In Bi₂Se₃, how far apart are the highest filled and the lowest empty electron level at the point (-0.375, 0.5, 0.375)? The three coordinates, point a, b and c, fix how the phase of an electron wave changes from one crystal cell to the next. "Level under 1" is the highest filled level at a point and "level over 1" the lowest empty one, both counted from the Fermi energy. Six other points of the mesh, computed with a standard density functional, are the evidence for a forecast.

Bi₂Se₃ (R-3m, five-atom cell) computed with SIRIUS 7.10.0: PBE, dojo-sr-pbe-0.4.1-standard pseudopotentials, no spin polarisation or spin-orbit coupling. The plane-wave cutoff is 1176.76 eV, the k mesh 8×8×8 and the Fermi-Dirac smearing 0.05 eV wide. Levels are counted from the Fermi energy and numbered outward from the gap.

| point a (reciprocal cell vector) | point b (reciprocal cell vector) | point c (reciprocal cell vector) | level point (row) | level under 3 (eV) | level under 2 (eV) | level under 1 (eV) | level over 1 (eV) |
| --- | --- | --- | --- | --- | --- | --- | --- |
| 0.0000 | 0.0000 | 0.0000 | 1 | -1.326 | -1.326 | -0.107 | 0.103 |
| 0.1250 | 0.0000 | 0.0000 | 2 | -1.457 | -1.090 | -0.828 | 1.018 |
| 0.3750 | 0.0000 | 0.0000 | 3 | -1.811 | -1.345 | -0.679 | 0.842 |
| 0.5000 | 0.3750 | 0.3750 | 4 | -1.259 | -0.998 | -0.499 | 0.809 |
| 0.5000 | 0.5000 | 0.3750 | 5 | -1.243 | -0.870 | -0.363 | 0.664 |
| -0.3750 | 0.5000 | 0.3750 | ? | ? | ? | ? | ? |
| 0.5000 | 0.5000 | 0.5000 | 7 | -1.497 | -1.497 | -0.563 | 0.526 |

**Points 1 and 2: the narrow place.** At point 1, called Γ, the two levels are 0.21 eV apart; one mesh step away they are 1.85 eV apart. The scale to remember is tenths of an electronvolt at Γ and one to two at the other known points. So steep a change also means that this mesh resolves the band edges poorly. Spin-orbit coupling, left out here, is known to invert the edge states at Γ, so the small value isn't the physical gap. The coupling also shifts levels at other points, so the forecast is for this calculation, not for the real crystal.

**Points 2 to 5: a pattern off the axis.** The crystal is a stack of five-sheet layers, and each of the three translations that span its primitive cell leads to the next layer. A simpler system with the same idea is a chain of atoms with one orbital each, where the level follows the cosine of the phase between neighbours. Here three cosines are averaged:

$$E = E_0 + C\,g,\qquad g=\tfrac13(\cos 2\pi a+\cos 2\pi b+\cos 2\pi c).$$

$E_0$ and $C$ are fitted to points 2 to 5, separately for each of the two levels. The analogy ends where motion within a layer matters, because the formula leaves that out. It matches the four points to better than 0.1 eV, but two constants on four points are a weak test.

**Point 7: back on the axis.** This point, Z, lies with Γ on the threefold axis of the crystal. Both have a degenerate pair of levels below the highest filled one, which the other known points lack. Without spin-orbit coupling, symmetry keeps such pairs from mixing with single levels on the axis, while off it they may mix. (With the coupling, the pairs themselves split.) That is why Γ and Z stay out of the fit.

**The open row.** Adding one reciprocal vector turns the point into (0.625, 0.5, 0.375), which lies near Z. Its average cosine is $g=(-0.707-1-0.707)/3=-0.805$. For the highest filled level, the formula gives

$$E=-0.613-0.219\times(-0.805)\approx-0.44\ \text{eV}.$$

The lowest empty level needs a correction, because it climbs on leaving Z, which the formula hardly shows. The formula gives 0.73 eV; a parabola in the distance from the threefold axis, drawn from Z through the mean of points 4 and 5, gives 1.16 eV. It ignores that these points differ from Z in height too, and that a band has a finite width. The forecast takes the middle. The filled level climbs less on average from Z to these points, and is left as the formula gives it.

- Highest filled level: -0.44 ± 0.20 eV.
- Lowest empty level: 0.95 ± 0.20 eV.
- Separation: 1.38 ± 0.30 eV, several times that at Γ.
- Second and third filled levels: probably more than 0.1 eV apart, since symmetry forces no pair here, though an accidental crossing could spoil this.

The ranges are judgements, not statistical errors.

The withheld rows as computed:

| point a (reciprocal cell vector) | point b (reciprocal cell vector) | point c (reciprocal cell vector) | level point (row) | level under 3 (eV) | level under 2 (eV) | level under 1 (eV) | level over 1 (eV) |
| --- | --- | --- | --- | --- | --- | --- | --- |
| -0.3750 | 0.5000 | 0.3750 | 6 | -1.786 | -1.144 | -0.928 | 1.494 |

**What came out.** All three numerical forecasts fail, well outside their ranges. The filled level lies 0.49 eV lower than forecast and the empty one 0.55 eV higher. The two misses add up, so the computed separation is 2.42 eV, the largest in the table. The two looser statements hold: the separation is several times that at Γ, and the second and third filled levels are clearly split.

**Why the formula failed.** Point 4 shows it most directly. It has the same average cosine as the forecast point, so the formula must give both the same levels, yet their separations differ by 1.1 eV. The average cosine alone therefore doesn't fix the levels. One thing it leaves out is the phase between neighbouring cells of the same layer. A step within a layer is one of the three translations minus another, so its phase follows from a difference of two coordinates. At point 4 these differences are an eighth, an eighth and zero; at the forecast point they are an eighth, an eighth and a quarter, signs aside. Γ and point 2 carry the same message in hindsight: their average cosines are nearly equal, but their separations are far apart. Point 4 also differs from the forecast point in height along the threefold axis (the sum of the coordinates), so Z gives the cleaner comparison. It has the same height as the forecast point and differs from it only in position within the layer plane, yet the separations differ by 1.3 eV. Γ and Z differ only in height, and there the change is 0.9 eV.

**Why the neighbours misled.** From Z to points 4 and 5 the filled level rises, whereas at the forecast point it lies well below Z. Those two points, like all four in the fit, lie in mirror planes of the crystal; the forecast point lies on a twofold axis instead. The two symmetries sort the levels differently, and so decide which of them may mix and push each other apart. That this causes the wide separation is a guess, since height and distance from the axis change along with direction.

For another point of this mesh, both the phase between layers and the position within the layer plane have to be considered, and each can shift the separation by about an electronvolt. A close fit along mirror planes is no warrant for points outside them. The printed analysis below gives the fits and their misses.

Output of the analysis:

```
Geometry and level differences:
     row  distance from axis in mesh steps  sum of coordinates  mean cosine  separation eV  second less third filled level eV
     0.0                                 0                   0            1           0.21                                  0
   0.125                                 1               0.125       0.9024          1.846                              0.367
   0.375                                 3               0.375        0.431          1.521                              0.466
     0.5                                 1                1.25      -0.8047          1.308                              0.261
     0.5                                 1               1.375      -0.9024          1.027                              0.373
  -0.375                             1.732                 1.5      -0.8047          2.422                              0.642
     0.5                                 0                 1.5           -1          1.089                                  0
fit of level_under_1 on 4 rows (off): constant -0.6127 +/- 0.031, coefficient of layer -0.2192 +/- 0.04; rms 0.0439, worst 0.5 0.0627, leave-one-out rms 0.0861
  rows outside the fit (model, value, miss): 0.0 -0.832, -0.107, -0.725; -0.375 -0.4363, -0.928, 0.492; 0.5 -0.3935, -0.563, 0.169
fit of level_over_1 on 4 rows (off): constant 0.8464 +/- 0.044, coefficient of layer 0.1412 +/- 0.056; rms 0.0613, worst 0.5 -0.0762, leave-one-out rms 0.123
  rows outside the fit (model, value, miss): 0.0 0.9877, 0.103, 0.885; -0.375 0.7328, 1.494, -0.761; 0.5 0.7052, 0.526, 0.179
Parabola from Z, highest filled level at the withheld point (eV): -0.167
Parabola from Z, lowest empty level at the withheld point (eV): 1.158
Forecast, highest filled level, range 0.20 either way (eV): -0.4363
Forecast, lowest empty level, range 0.20 either way (eV): 0.9452
Forecast, separation, range 0.30 either way (eV): 1.381
Forecast less computed, lowest empty level (eV): -0.5488
Forecast less computed, separation (eV): -1.041
Computed separation at the withheld point over that at Gamma (ratio): 11.53
```
